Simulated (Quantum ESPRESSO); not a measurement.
# Kohn–Sham gap of an Al₀.₂Ga₀.₈As supercell with LDA, PBE, PBEsol and PBE+D3(BJ) in Quantum ESPRESSO

In AlGaAs lasers and quantum wells the aluminium content sets the gap of the barrier layers, and with it the confinement of the carriers. A calculation meant to guide such a design has to keep errors of functional and settings below the gap differences that matter. The quantity here is the distance from the highest filled to the lowest empty Kohn–Sham level of a 16-atom cell, AlGa₃As₄, which stands for the nominal alloy. The reference is PBE at cutoffs of 40/200 Ry on the 4×4×2 mesh, with a gap of 0.526 eV. The table holds no measured gap, so the levels are compared with one another and not with experiment. The question is how much of each difference comes from the relaxed lattice and how much from the functional itself.

## Calculations

The cell: 1x1x2 conventional cells of the GaAs type (16 atoms: 2 Al, 6 Ga, 8 As); Ga/Al share their sites, the best of 600 random draws by like-pair counts in two shells; start lattice by linear mixing of the end members' cells; atoms moved at random by 0.02 Å. Each row takes its levels at the cell given in the lattice columns, relaxed with its own functional and cutoffs unless its name says otherwise; for the rows with levels on the 4×4×2 mesh the relaxation used a 3×3×2 mesh. The cell at 24/120 Ry is still under strong stress. Program: Quantum ESPRESSO 7.5; GBRV 1.5 ultrasoft pseudopotentials and fully relativistic PseudoDojo norm-conserving pseudopotentials (fr-pbe-0.4); no spin polarisation, no spin-orbit coupling unless named. The same in all rows: atoms in the cell: 16.0000; composition of the cell: AlGa3As4.

Notes on method and selection:

- A finite supercell with one arrangement stands for the random alloy; its composition is rounded to whole atoms.
- The lattice is static: no zero-point motion and no thermal expansion, which in most solids lengthen room-temperature lattice constants by a few tenths of a per cent.
- Runs that didn't converge or were made unsound on purpose aren't shown.
- Semilocal gaps usually lie under measured ones; optical edges also hold excitons, phonon shifts and band filling, which the runs lack.
- The zone folds in a supercell, so the lowest gap doesn't tell direct from indirect, and edges off the mesh are missed.
- Rows that restart from another level's relaxed cell stop once the stress is under the tolerance, so small changes are hidden; the row at 24/120 Ry is an exception, as a large stress remains there.
- Runs that did not converge, have known faults or may not be shown are not listed, and runs on Ansatz's PAW sets soft_1 and soft_2 are kept to separate tables.

Columns:

- a (Å): lattice constant a of the mean conventional cell at which the levels were taken.
- k-mesh: k-point mesh.
- gap (eV): lowest gap between filled and empty Kohn-Sham levels on the k-mesh of the supercell.

## Data

```
member                                                                                                                                       a (Å)   k-mesh  gap (eV)
PBE, GBRV ultrasoft potentials, cutoffs 24/120 Ry, from the PBE cell, 16 atoms, 4×4×2                                                        5.4614  4×4×2   1.189
LDA, GBRV ultrasoft potentials, cutoffs 40/200 Ry, 16 atoms, 4×4×2                                                                           5.6115  4×4×2   0.793
PBE+D3(BJ), GBRV ultrasoft potentials, cutoffs 40/200 Ry, from the PBE cell, 16 atoms, 4×4×2                                                 5.6721  4×4×2   0.791
PBEsol, GBRV ultrasoft potentials, cutoffs 40/200 Ry, 16 atoms, 4×4×2                                                                        5.6638  4×4×2   0.742
PBE, fully relativistic PseudoDojo potentials, cutoffs 84/336 Ry, single point at the pbesol geometry, spin-orbit coupling, 16 atoms, 2×2×1  5.6638  2×2×1   0.709
PBE, GBRV ultrasoft potentials, cutoffs 40/200 Ry, 16 atoms, 4×4×2                                                                           5.7424  4×4×2   0.526
PBE, GBRV ultrasoft potentials, cutoffs 52/260 Ry, from the PBE cell, 16 atoms, 4×4×2                                                        5.7460  4×4×2   0.514
PBE, GBRV ultrasoft potentials, cutoffs 40/200 Ry, from the PBE cell, 16 atoms, 2×2×1                                                        5.7294  2×2×1   0.416
```

## Why the values move as they do

The gap mostly widens as the lattice constant shrinks. The cleanest evidence is the pair PBE and PBE+D3(BJ), which share potentials, cutoffs and mesh. The D3 term depends only on the atomic positions and adds nothing to the electronic potential, so it changes the levels only through the relaxed structure. The slope is (0.791 − 0.526) / (5.6721 − 5.7424) = −3.77 eV/Å.

The usual mechanism in direct-gap III–V semiconductors accounts for the sign. The conduction edge at the zone centre is an antibonding combination of s orbitals, which rises steeply when the bonds shorten. The valence top is made of bonding p orbitals and moves less.

This slope allows the functionals to be compared at equal lattice constant. For PBE at the PBEsol value, which lies just outside the range of the pair, it gives 0.526 + 3.77 × (5.7424 − 5.6638) = 0.822 eV. PBEsol itself gives 0.742 eV, which is lower by 0.822 − 0.742 = 0.080 eV. The smaller PBEsol cell thus widens the gap by about 0.30 eV, and the change of functional takes back about 0.08 eV, or somewhat less if the slope flattens below the range of the pair.

LDA shows the same opposition more strongly. Its gap is 0.793 − 0.526 = 0.267 eV above that of PBE, although at equal lattice constant it lies lower. Carrying the slope on to 5.6115 Å gives a PBE gap of 0.526 + 3.77 × (5.7424 − 5.6115) = 1.019 eV, and LDA falls short of it by 1.019 − 0.793 = 0.226 eV. A rough interpolation between the PBE+D3(BJ) row and the 24/120 Ry row, whose basis is poorly converged, gives 0.791 + (1.189 − 0.791) × (5.6721 − 5.6115) / (5.6721 − 5.4614) = 0.905 eV instead, and a shortfall of about 0.11 eV. The sign is the same both ways, but the size is uncertain by a factor of two. A likely cause is that the gradient terms in PBE raise the s-like conduction edge relative to the p-like valence top.

LDA and PBE+D3(BJ) therefore agree to 0.002 eV only because different lattice constants and different exchange–correlation potentials happen to compensate.

## Exceptions

The row at 24/120 Ry has the widest gap, 1.189 eV, and the shortest lattice constant, 5.4614 Å. Too small a plane-wave basis produces a false stress that pulls the cell inward, and a large tension still remains. The width of the gap is thus mainly a result of the shrunken cell. The slope would nevertheless give 0.526 + 3.77 × (5.7424 − 5.4614) = 1.585 eV, and the row lies below that by 1.585 − 1.189 = 0.396 eV. One possible reason is that under such compression a conduction valley from elsewhere in the zone, folded into the supercell, drops below the zone-centre edge.

The PBE row on the 2×2×1 mesh has the narrowest gap, 0.416 eV. Its lattice constant would suggest 0.526 + 3.77 × (5.7424 − 5.7294) = 0.575 eV, so it is too low by 0.575 − 0.416 = 0.159 eV. The cell is markedly shortened along its long axis and widened across it. Such a distortion splits the valence top and pushes one branch up, which narrows the gap. Missing k-points would by themselves tend to hide band edges and widen it, so the cell's shape is the likelier cause.

## Short exercises

**Are cutoffs of 40/200 Ry enough for the PBE gap?**
Going to 52/260 Ry changes the gap by 0.514 − 0.526 = −0.012 eV. The lattice constant grows by 5.7460 − 5.7424 = 0.0036 Å, which alone should give −3.77 × 0.0036 = −0.014 eV. No direct effect of the cutoffs on the levels is visible. For gaps wanted to a few hundredths of an eV, 40/200 Ry will do, though the restarted relaxation may hide a small further change of the cell.

**How much does spin-orbit coupling lower the gap?**
Subtracting the PBEsol row gives 0.709 − 0.742 = −0.033 eV, but that also changes the functional. The better reference is the PBE estimate of 0.822 eV at the same lattice constant, which gives 0.709 − 0.822 = −0.113 eV. Theory expects the valence top to rise by a third of the spin-orbit splitting, so this lowering would imply a splitting of 3 × 0.113 = 0.339 eV. That is a plausible size for an arsenide, but the pseudopotentials and the mesh differ as well, and the PBE estimate is itself an extrapolation, so part of the agreement may be chance.

**How accurate must the lattice constant be to fix the gap within 0.05 eV?**
The tolerance is 0.05 / 3.77 = 0.013 Å, or 0.013 / 5.7424 = 0.23 %. PBE and PBEsol differ by 5.7424 − 5.6638 = 0.0786 Å, about six times as much. The choice of cell therefore has to be settled before gaps from different functionals are compared.

## Rules of thumb and their limits

Between 5.6721 and 5.7424 Å, a PBE gap can be moved from one lattice constant to another with −3.77 eV/Å, provided the cell keeps its shape. The slope rests on two rows, and the strongly compressed cell does not follow it.

Semilocal functionals usually put the gap too low, so a better treatment of exchange should raise these values. Spin-orbit coupling, absent from all rows but one, lowers them. Thermal expansion and lattice vibrations, also left out, would narrow the gap further at room temperature. The cell holds 2 Al among 8 cations, or 25 % instead of 20 %, which makes the gap somewhat too wide for the nominal alloy. A single atomic arrangement also gives no measure of the spread between arrangements.

A wider gap in this table is no sign of a better level, since the widest comes from the least converged basis.

[Logs are printed without paths, hosts, clocks, repeated set-up lines and the standing remarks that a program may print on its own settings, such as how far it seeks lower states.]
